\section*{Elliott spin flip in the Kane conduction band}

\subsection*{1. Premises and conventions}

Mechanism (Elliott, 1954): with spin--orbit coupling a Bloch state is not a spin eigenstate, so a spin-independent scatterer can rotate the spin. We compute this in the eight-band model of Kane (1957).

\begin{itemize}
\item[P1.] Basis at $\Gamma$: $|S\rangle$ and $|X\rangle,|Y\rangle,|Z\rangle$, each times a spinor. Zero of energy at the $\Gamma_6$ edge, $\Gamma_8$ at $-E_0$, $\Gamma_7$ at $-E_0-\Delta_0$, with $E_0,\Delta_0>0$.
\item[P2.] The only $k$-dependent term is $\langle S|H|a\rangle=Pk_a$, $a=x,y,z$, with $P=(\hbar/m_0)\langle S|p_x|X\rangle$ made real by the phase of $|S\rangle$. The free term $\hbar^2k^2/2m_0$, remote bands and bulk inversion asymmetry are dropped; their sizes are given in Secs.~6 and 7.
\item[P3.] The scatterer $V(\mathbf r)$ is an electron potential energy that varies slowly over a unit cell, so it is a unit matrix in the band basis. ``Short-range'' means a range $r_0$ with lattice constant $\ll r_0\ll 1/k$.
\item[P4.] Dilute, randomly placed, elastic scatterers; Born approximation; Boltzmann regime $\hbar/\tau_p\ll E$.
\end{itemize}

Notation: $\eta=\Delta_0/(E_0+\Delta_0)$; $V(\mathbf q)=\mathcal V^{-1}\int V(\mathbf r)e^{-i\mathbf q\cdot\mathbf r}d^3r$; in $\langle\mathbf k|V|\mathbf k'\rangle$ the initial state is $\mathbf k'$. Energies in eV, lengths in \AA.

\subsection*{2. Conduction states}

On $\{X,Y,Z\}$ the orbital angular momentum is $(L_c)_{ab}=-i\epsilon_{cab}$ (check: $L_z|X\rangle=i|Y\rangle$). Since $\mathbf L\cdot\boldsymbol\sigma=j(j+1)-2-\tfrac34$, its eigenvalues are $+1$ ($j=\tfrac32$) and $-2$ ($j=\tfrac12$). The projectors and the valence block are
\begin{equation}
\Pi_{3/2}=\frac{2+\mathbf L\cdot\boldsymbol\sigma}{3},\quad
\Pi_{1/2}=\frac{1-\mathbf L\cdot\boldsymbol\sigma}{3},\quad
H_v=-E_0\Pi_{3/2}-(E_0+\Delta_0)\Pi_{1/2}.
\end{equation}
One contraction carries the whole derivation:
\begin{equation}
k_a(\mathbf L\cdot\boldsymbol\sigma)_{ab}k'_b=-i\epsilon_{cab}\sigma_ck_ak'_b=-i\,\boldsymbol\sigma\cdot(\mathbf k\times\mathbf k').
\label{eq:contr}
\end{equation}
Write an eigenvector of energy $\varepsilon>0$ as an $S$ spinor $\chi$ and valence spinors $v_a$. The valence rows, $Pk_a\chi+(H_vv)_a=\varepsilon v_a$, give
\begin{equation}
v_a=P\,G_{ab}k_b\chi,\qquad
G=(\varepsilon-H_v)^{-1}=\frac{\Pi_{3/2}}{\varepsilon+E_0}+\frac{\Pi_{1/2}}{\varepsilon+E_0+\Delta_0}.
\label{eq:v}
\end{equation}
The $S$ row is $\varepsilon\chi=Pk_av_a$. By \eqref{eq:contr} with $\mathbf k'=\mathbf k$ the spin part vanishes, so for every $\chi$
\begin{equation}
\varepsilon=\frac{P^2k^2}{3}\left[\frac{2}{\varepsilon+E_0}+\frac{1}{\varepsilon+E_0+\Delta_0}\right].
\end{equation}
The band is isotropic and twofold degenerate. For $\varepsilon\to0$, with $E_0/(E_0+\Delta_0)=1-\eta$,
\begin{equation}
\frac{\hbar^2}{2m}=\frac{P^2(3-\eta)}{3E_0}.
\label{eq:mass}
\end{equation}
The doublet is labelled by $\chi$: $|u_{\mathbf k\chi}\rangle=N_k\left[|S\rangle+P|a\rangle G_{ab}k_b\right]\chi$. ``Spin'' below means this label. For a distribution isotropic in $\mathbf k$ the true spin density is proportional to it, component by component, and decays at the same rate.

\subsection*{3. Scattering amplitude}

By P3, $\langle\mathbf k\chi|V|\mathbf k'\chi'\rangle=V(\mathbf k-\mathbf k')\langle u_{\mathbf k\chi}|u_{\mathbf k'\chi'}\rangle$. Elastic scattering gives both states the same $G$ and $N_k$; $G$ is Hermitian, and $G^2$ follows by squaring the denominators because the projectors are orthogonal. Then $\langle u|u'\rangle=N_k^2\chi^\dagger[1+P^2k_a(G^2)_{ab}k'_b]\chi'$, and \eqref{eq:contr} gives, exactly within P1--P3,
\begin{equation}
\langle\mathbf k|V|\mathbf k'\rangle=V(\mathbf k-\mathbf k')N_k^2\left[1+a\,\mathbf k\cdot\mathbf k'-i\lambda\,\boldsymbol\sigma\cdot(\mathbf k\times\mathbf k')\right],
\label{eq:exact}
\end{equation}
\begin{align}
a(\varepsilon)&=\frac{P^2}{3}\left[\frac{2}{(\varepsilon+E_0)^2}+\frac{1}{(\varepsilon+E_0+\Delta_0)^2}\right],\qquad N_k^{-2}=1+ak^2,\\
\lambda(\varepsilon)&=\frac{P^2}{3}\left[\frac{1}{(\varepsilon+E_0)^2}-\frac{1}{(\varepsilon+E_0+\Delta_0)^2}\right].
\label{eq:lameps}
\end{align}
The value of $N_k$ follows from $\mathbf k'=\mathbf k$. The $\Gamma_8$ and $\Gamma_7$ admixtures enter $\lambda$ with opposite signs and cancel at $\Delta_0=0$.

Lowest order in $\varepsilon/E_0$: the terms in $a$ are spin-independent and of relative size $ak^2\sim\varepsilon/E_0$; drop them. In $\lambda$ put $\varepsilon=0$, use $1-(1-\eta)^2=\eta(2-\eta)$, and remove $P^2$ with \eqref{eq:mass}:
\begin{equation}
\langle\mathbf k|V|\mathbf k'\rangle=V(\mathbf k-\mathbf k')\left[1-i\lambda\,\boldsymbol\sigma\cdot(\mathbf k\times\mathbf k')\right],\qquad
\lambda=\frac{\hbar^2}{2mE_0}\,\frac{\eta(2-\eta)}{3-\eta}.
\label{eq:amp}
\end{equation}
Sign: naming the initial state $\mathbf k$ instead turns $-i$ into $+i$; once the order is fixed, the sign is fixed by $\Delta_0>0$. Since $\langle\mathbf k|\nabla V|\mathbf k'\rangle=i(\mathbf k-\mathbf k')V$, the spin term is the matrix element of $H_{so}=\lambda\boldsymbol\sigma\cdot(\hat{\mathbf k}\times\nabla V)$, $\hat{\mathbf k}=-i\nabla$. The vacuum Pauli term has this form with $\lambda_{\rm vac}=-\hbar^2/4m_0^2c^2=-3.7\times10^{-6}$~\AA$^2$, opposite in sign and negligible in size.

With $E=\hbar^2k^2/2m$ the small parameter is
\begin{equation}
\lambda k^2=\frac23\,\eta\,\frac{1-\eta/2}{1-\eta/3}\,\frac{E}{E_0}.
\label{eq:small}
\end{equation}

\subsection*{4. Bulk rate}

Let $\rho_{\mathbf k}=f_{\mathbf k}+\mathbf S_{\mathbf k}\cdot\boldsymbol\sigma$, $M=1-i\lambda\boldsymbol\sigma\cdot\mathbf n$, $\mathbf n=\mathbf k\times\mathbf k'$, $|\mathbf n|=k^2\sin\theta$. For $N_i$ random scatterers the golden rule for a spin density matrix reads
\begin{equation}
\dot\rho_{\mathbf k}=\sum_{\mathbf k'}w\left[M\rho_{\mathbf k'}M^\dagger-\tfrac12\{MM^\dagger,\rho_{\mathbf k}\}\right],\quad
w=\frac{2\pi}{\hbar}N_i|V(\mathbf k-\mathbf k')|^2\delta(E-E').
\label{eq:kin}
\end{equation}
The gain term propagates $\rho_{\mathbf k'}$ with the amplitude and its adjoint; the loss term contains $M_{\mathbf k'\mathbf k}^\dagger M_{\mathbf k'\mathbf k}=MM^\dagger$, which conserves the particle number. Two Pauli identities are needed: $[\boldsymbol\sigma\cdot\mathbf n,\boldsymbol\sigma\cdot\mathbf S]=2i\boldsymbol\sigma\cdot(\mathbf n\times\mathbf S)$ and $(\boldsymbol\sigma\cdot\mathbf n)(\boldsymbol\sigma\cdot\mathbf S)(\boldsymbol\sigma\cdot\mathbf n)=\boldsymbol\sigma\cdot[2\mathbf n(\mathbf n\cdot\mathbf S)-n^2\mathbf S]$. Also $MM^\dagger=1+\lambda^2n^2$. Momentum scattering makes $\mathbf S_{\mathbf k}$ isotropic on the energy shell within about $\tau_p$, so put $\mathbf S_{\mathbf k}=\mathbf S_{\mathbf k'}=\mathbf S$:
\begin{equation}
\dot{\mathbf S}=\sum_{\mathbf k'}w\left\{2\lambda\,\mathbf n\times\mathbf S-2\lambda^2\left[n^2\mathbf S-\mathbf n(\mathbf n\cdot\mathbf S)\right]\right\}.
\label{eq:Sdot}
\end{equation}
Meaning: each collision rotates the spin about $\mathbf n$ by the small angle $2\lambda n$, and the spin direction performs a random walk.

Steps of the average.
(i) For a central scatterer $w$ depends on $\theta$ only. The sum of $\mathbf n$ over the azimuth of $\mathbf k'$ about $\mathbf k$ vanishes, so the linear term drops. It neither creates angular harmonics from an isotropic $\mathbf S$ nor, by the same sum over $\mathbf k$, returns them to it.
(ii) The quadratic term creates a second harmonic of relative size $\lambda^2k^4$, which feeds back at order $\lambda^4k^8$; neglect it.
(iii) Averaging over all orientations of the pair at fixed $\theta$ gives $\langle n_an_b\rangle=\tfrac13k^4\sin^2\theta\,\delta_{ab}$, so the bracket is $\tfrac23k^4\sin^2\theta\,\mathbf S$.

With $\dot{\mathbf S}=-\mathbf S/\tau_s$, $1/\tau_p=\sum_{\mathbf k'}w(1-\cos\theta)$ and $\langle\cdot\rangle_w$ the average with weight $w$,
\begin{equation}
\frac{1}{\tau_s}=\frac43\lambda^2k^4\,\frac{\langle\sin^2\theta\rangle_w}{\langle1-\cos\theta\rangle_w}\,\frac{1}{\tau_p}.
\label{eq:gen}
\end{equation}
Here $1/\tau_s$ is twice the up-to-down flip rate, since one flip changes $n_\uparrow-n_\downarrow$ by two. Short range: $w$ is constant on the shell, $\langle\sin^2\theta\rangle=\tfrac23$, $\langle1-\cos\theta\rangle=1$, so $1/\tau_s=\tfrac89\lambda^2k^4/\tau_p$. Insert \eqref{eq:small}, with $\tfrac89\cdot\tfrac49=\tfrac{32}{81}$:
\begin{equation}
\boxed{\frac{1}{\tau_s(E)}=\frac{32}{81}\,\eta^2\left[\frac{1-\eta/2}{1-\eta/3}\right]^2\left(\frac{E}{E_0}\right)^2\frac{1}{\tau_p(E)}}
\label{eq:bulk}
\end{equation}
Opposite limit, small-angle scattering: $\sin^2\theta\to2(1-\cos\theta)$, and the prefactor becomes $\tfrac43\cdot2\cdot\tfrac49=\tfrac{32}{27}$.

\subsection*{5. Quantum well}

Growth axis $z$, symmetric well $|z|<L/2$ with hard walls (an infinite conduction-band offset, so that $\psi=0$ at $\pm L/2$; finite barriers are treated in Sec.~6), lowest subband, $\psi_{\mathbf k}=\varphi(z)e^{i\mathbf k\cdot\boldsymbol\rho}/\sqrt{A}$ with $\varphi$ real and even, $\mathbf k$ in the plane. Inside the well \eqref{eq:v} holds with $k_b\chi\to-i\partial_b\psi\,\chi$, so the spin term is $-i\lambda\int V\,\boldsymbol\sigma\cdot(\nabla\psi_{\mathbf k}^*\times\nabla\psi_{\mathbf k'})\,d^3r$. Apart from the plane-wave factors, $\nabla\psi_{\mathbf k}^*\to-i\mathbf k\varphi+\hat{\mathbf z}\varphi'$ and $\nabla\psi_{\mathbf k'}\to i\mathbf k'\varphi+\hat{\mathbf z}\varphi'$. Their cross product is $\varphi^2\,\mathbf k\times\mathbf k'-i\varphi\varphi'(\mathbf k+\mathbf k')\times\hat{\mathbf z}$. With $V(\mathbf q,z)$ the in-plane transform per area $A$ and $\mathbf q=\mathbf k-\mathbf k'$,
\begin{equation}
\langle\mathbf k|V|\mathbf k'\rangle=\int dz\,V(\mathbf q,z)\Big\{\varphi^2\left[1-i\lambda\sigma_z(\mathbf k\times\mathbf k')_z\right]-\lambda\varphi\varphi'\,\boldsymbol\sigma\cdot\left[(\mathbf k+\mathbf k')\times\hat{\mathbf z}\right]\Big\}.
\label{eq:well}
\end{equation}

\emph{Case A: purely in-plane scattering.} If $V$ is even in $z$ (scatterers on the midplane, or a potential uniform across the well), the last term integrates to zero because $\varphi\varphi'$ is odd. The amplitude commutes with $\sigma_z$, and $S_z$ is conserved. This is a symmetry statement. The mirror $z\to-z$ acts as $\mathrm{diag}(1,1,1,-1)$ on $S,X,Y,Z$ times $-i\sigma_z$, commutes with the Kane Hamiltonian of the well and with $V$, and has eigenvalues $\mp i$ on the up and down states of the lowest subband. No flip occurs at any order in $V$ or $k$ within the model, for any symmetric barriers. For in-plane spin, \eqref{eq:Sdot} with $\mathbf n\parallel\hat{\mathbf z}$ has bracket $k^4\sin^2\theta\,\mathbf S_\parallel$, and the linear term is odd in $\theta$. Thus $1/\tau_\parallel=2\lambda^2k^4\langle\sin^2\theta\rangle_w/(\langle1-\cos\theta\rangle_w\tau_p)$. Short range in two dimensions, $\langle\sin^2\theta\rangle=\tfrac12$:
\begin{equation}
\frac{1}{\tau_z}=0,\qquad
\frac{1}{\tau_\parallel}=\frac{\lambda^2k^4}{\tau_p}=\frac49\,\eta^2\left[\frac{1-\eta/2}{1-\eta/3}\right]^2\left(\frac{E}{E_0}\right)^2\frac{1}{\tau_p},
\label{eq:A}
\end{equation}
with $E$ the in-plane kinetic energy. The bulk result \eqref{eq:bulk} does not carry over: $32/81$ is replaced by $0$ and $36/81$.

\emph{Case B: short-range scatterers off the midplane}, $V=V_0\delta(\boldsymbol\rho)\delta(z-z_0)$, with $z_0$ distributed evenly about $0$. Now $M=\varphi^2(1-i\lambda n\sigma_z)+\boldsymbol\sigma\cdot\mathbf b$, $\mathbf b=-\lambda\varphi\varphi'(\mathbf k+\mathbf k')\times\hat{\mathbf z}$, all at $z_0$. Terms of \eqref{eq:kin} linear in $\mathbf b$ are odd in $z_0$ and average out. The quadratic ones give gain $2\mathbf b(\mathbf b\cdot\mathbf S)-b^2\mathbf S$ and loss $b^2\mathbf S$, net $-2[b^2\mathbf S-\mathbf b(\mathbf b\cdot\mathbf S)]$: $-2b^2S_z$, and $-b^2\mathbf S_\parallel$ after the in-plane average. With $\langle|\mathbf k+\mathbf k'|^2\rangle=2k^2$ and $1/\tau_p\propto\overline{\varphi^4}$ (bar: average over $z_0$),
\begin{equation}
\frac{1}{\tau_z}=4\lambda^2k^2\,\frac{\overline{\varphi^2\varphi'^2}}{\overline{\varphi^4}}\,\frac{1}{\tau_p},\qquad
\frac{1}{\tau_\parallel}=\frac{\lambda^2k^4}{\tau_p}+\frac{1}{2\tau_z}.
\label{eq:B}
\end{equation}
Hard walls: $\varphi=\sqrt{2/L}\cos(\pi z/L)$, $E_1=\hbar^2\pi^2/2mL^2$. For sheets at $\pm z_0$ the ratio in \eqref{eq:B} is $(\pi/L)^2\tan^2(\pi z_0/L)$. For a uniform distribution $\int\varphi^4dz=3/2L$ and $\int\varphi^2\varphi'^2dz=\pi^2/2L^3$, ratio $\pi^2/3L^2$. In units of $\lambda^2k^4/\tau_p$,
\begin{equation}
\frac{1}{\tau_z}:\quad 4\,\frac{E_1}{E}\tan^2\frac{\pi z_0}{L}\ \ (\text{sheets}),\qquad \frac43\,\frac{E_1}{E}\ \ (\text{uniform}).
\label{eq:ratio}
\end{equation}
Conservation of $S_z$ is therefore not a property of two-dimensional motion as such: it depends on the scatterer geometry and, through Sec.~6, on the barriers.

\subsection*{6. Range of validity}

\begin{enumerate}
\item \emph{Energy.} Equations \eqref{eq:amp} and \eqref{eq:bulk} are lowest order in $\varepsilon/E_0$, with $\varepsilon=E$ in bulk and $\varepsilon\simeq E_1+E$ in the well. At fixed $k$ the rate acquires $[\lambda(\varepsilon)/\lambda(0)]^2$ from \eqref{eq:lameps}. The factor $N_k^4$ cancels in $\tau_p/\tau_s$. The term $a\,\mathbf k\cdot\mathbf k'$ multiplies $1/\tau_p$ by $\langle(1+ak^2\cos\theta)^2(1-\cos\theta)\rangle\simeq1-ak^2$ in case A.
\item \emph{Mass relation.} Keeping $\hbar^2k^2/2m_0$ replaces $1/m$ by $1/m-1/m_0$ in \eqref{eq:mass}: the rate gains $(1-m/m_0)^2$. Remote bands also shift $m$, so $\lambda$ from $m$ and $\lambda$ from $E_P=2m_0P^2/\hbar^2$ differ.
\item \emph{Scalar scatterer.} Cell-scale disorder, such as alloy fluctuations, shifts $\Gamma_6,\Gamma_8,\Gamma_7$ by different amounts $v_6,v_8,v_7$. Then $G^2\to G(v_8\Pi_{3/2}+v_7\Pi_{1/2})G$, and $\lambda$ relative to the spin-conserving amplitude becomes $(P^2/3v_6)[v_8/E_0^2-v_7/(E_0+\Delta_0)^2]$. The angular factors stay; the magnitude can change by a factor of order one or more. Phonon modulation of the lattice spin--orbit coupling (Yafet) is likewise outside P3.
\item \emph{Finite barriers.} Equations \eqref{eq:well}, \eqref{eq:B} and \eqref{eq:ratio} hold for hard walls. With $z$-dependent edges $E_8(z),E_7(z)$ of $\Gamma_8,\Gamma_7$, the $S$ row contains $P^2\hat k_aG_{ab}(z)\hat k_b$, and \eqref{eq:contr} gives the term $\Lambda'(z)\,\boldsymbol\sigma\cdot(\mathbf k\times\hat{\mathbf z})$ with $\Lambda=(P^2/3)[1/(\varepsilon-E_8)-1/(\varepsilon-E_7)]$. It is odd in $z$ and mixes a spin-flipped odd component into the lowest subband. For abrupt interfaces with conduction offset $U_c$ and jump $\Delta\Lambda=\Lambda_{\rm barrier}-\Lambda_{\rm well}$, $\Lambda'=(\Delta\Lambda/U_c)U'$, with $U(z)$ the conduction edge. For a uniform mass $[H,\partial_z]=-U'$ gives $\langle n|U'|1\rangle/(E_1-E_n)=\langle n|\partial_z|1\rangle$, so the admixture is $(\Delta\Lambda/U_c)\,\boldsymbol\sigma\cdot(\mathbf k\times\hat{\mathbf z})\varphi'$. For scatterers inside the well this replaces $\lambda$ by $\lambda-\Delta\Lambda/U_c$ in the last term of \eqref{eq:well} and in $1/\tau_z$ of \eqref{eq:B}. Hard walls are the limit $U_c\to\infty$ at bounded $\Delta\Lambda$. A scalar confining potential small against $E_0$ has $\Lambda'=\lambda U'$ and cancels the term at order $\lambda$; a type-I barrier with $\Delta\Lambda<0$ enlarges it. Case A is unaffected.
\item \emph{Kinetics.} Born approximation, $\hbar/\tau_p\ll E$, one subband ($E<3E_1$ for hard walls). For a degenerate gas with $k_BT\ll E_F$ set $E=E_F$. No strain splitting of $\Gamma_8$.
\item \emph{Inversion asymmetry.} The zinc-blende term $\gamma[\sigma_xk_x(k_y^2-k_z^2)+\text{cyclic}]$ (Dresselhaus) is absent from P2. In a (001) well, $k_z^2\to\langle k_z^2\rangle=(\pi/L)^2$ gives $-\beta(\sigma_xk_x-\sigma_yk_y)$, $\beta=\gamma\langle k_z^2\rangle$: an in-plane precession vector with $\Omega=2\beta k/\hbar$ and correlation time $\tau_p$. For $\Omega\tau_p\ll1$ the rate is $\int_0^\infty\langle\boldsymbol\Omega_\perp(0)\cdot\boldsymbol\Omega_\perp(t)\rangle dt$, with $\boldsymbol\Omega_\perp$ normal to the spin: $1/\tau_z=\Omega^2\tau_p$, $1/\tau_\parallel=\Omega^2\tau_p/2$ (D'yakonov--Perel'). The mirror $z\to-z$ is no symmetry of a (001) zinc-blende well, so $S_z$ decays by this route even in case A. The (110) plane is a lattice mirror: in a symmetric (110) well the Dresselhaus field lies along the growth axis and spares $S_z$, while in-plane spin still precesses and dephases.
\end{enumerate}

\subsection*{7. Numbers: In$_{0.53}$Ga$_{0.47}$As well}

Typical low-temperature inputs for the alloy lattice-matched to InP: $E_0\approx0.82$~eV, $\Delta_0\approx0.33$~eV, $m\approx0.041\,m_0$, $E_P\approx25.3$~eV, and $\gamma\approx20$~eV\,\AA$^3$ (rough). Assumed: hard walls, $L=150$~\AA, $n_s=5\times10^{11}$~cm$^{-2}$, $\mu=10^4$~cm$^2$/V\,s set by short-range scalar scatterers. Intermediate values are carried unrounded.

\begin{align*}
&\eta=0.287,\quad \frac{1-\eta/2}{1-\eta/3}=0.947,\quad \frac{\hbar^2}{2m}=92.9\ \text{eV\,\AA}^2,\quad \lambda=20.5\ \text{\AA}^2,\\
&k_F^2=2\pi n_s=3.14\times10^{-4}\ \text{\AA}^{-2},\quad E_F=29.2\ \text{meV},\quad E_1=40.8\ \text{meV},\\
&\tau_p=\mu m/e=0.233\ \text{ps},\quad \lambda k_F^2=6.45\times10^{-3},\quad \lambda^2k_F^4=4.16\times10^{-5}.
\end{align*}
Conditions: $\hbar/\tau_p=2.8$~meV $\ll E_F<3E_1=122$~meV. Elliott times of the model at the same $\tau_p$:

\begin{center}
\begin{tabular}{lcc}
scatterers & $\tau_z$ (ns) & $\tau_\parallel$ (ns)\\ \hline
A, midplane, \eqref{eq:A} & $\infty$ & 5.6\\
B, sheets at $\pm5$~\AA & 91 & 5.4\\
B, uniform across the well & 3.0 & 2.9\\
bulk formula \eqref{eq:bulk} at $E=E_F$ & 6.3 & 6.3
\end{tabular}
\end{center}

The ratios \eqref{eq:ratio} are $0.062$ and $1.86$. In case A the in-plane spin survives about $2.4\times10^4$ collisions.

Neglected terms, as factors on the rate. Gap shift at $\varepsilon=E_1+E_F\simeq70$~meV: $\lambda(\varepsilon)/\lambda(0)=0.81$, squared $0.65$. Free-electron term: $0.92$. Taking $P$ from $E_P$ instead of $m$: $\lambda=23.5$~\AA$^2$, factor $1.31$. Overlap term: $ak_F^2=0.033$. These factors place $\tau_\parallel$ of case A between $4.3$~ns (factor $1.31$ alone) and $9.3$~ns (factors $0.65$ and $0.92$ together), so within the hard-wall model the table fixes ratios better than magnitudes.

Finite barriers change case B more. Typical values for InP barriers are $U_c\approx0.25$~eV, a valence offset $\approx0.35$~eV and $\Delta_0\approx0.11$~eV in InP. With the $P$ and $m$ of the well throughout and $\varepsilon=0$, $\Delta\Lambda/U_c=-31$~\AA$^2$ and $(1-\Delta\Lambda/U_c\lambda)^2=6.3$. Inside the well $\varphi\propto\cos\kappa z$ with $\kappa L/2=1.245$ in place of $\pi/2$, which lowers $\overline{\varphi^2\varphi'^2}/\overline{\varphi^4}$. Together they raise $1/\tau_z$ of case B by $2.5$ (sheets) and $3.8$ (uniform across the well) in this estimate.

Competing precession, (001) growth: $\beta=8.8$~meV\,\AA, $\hbar\Omega=0.31$~meV, $\Omega\tau_p=0.11$, hence $\tau_z=19$~ps and $\tau_\parallel=38$~ps. The cubic term $\gamma\sigma_xk_xk_y^2$ lowers the first harmonic of the field by the fraction $k_F^2/4\langle k_z^2\rangle=0.18$, and $\gamma$ is rough, so these are orders of magnitude: about a hundred times faster than the Elliott rates. The in-plane rates would be equal at $\tau_p=\sqrt2\lambda k_F^2/\Omega=19$~fs, where $\hbar/\tau_p=34$~meV exceeds $E_F$ and P4 fails.

The model's Elliott time, several ns for in-plane spin with $S_z$ untouched in case A, is thus not the spin lifetime of a (001) InGaAs well: such lifetimes are typically picoseconds to tens of picoseconds, two to three orders of magnitude shorter. The Elliott channel can limit $S_z$ where precession spares it, as in a symmetric (110) well, and there its rate is set by off-centre scatterers: by \eqref{eq:B} for hard walls, and with $\lambda\to\lambda-\Delta\Lambda/U_c$, a few times faster in the estimate above, for finite type-I barriers.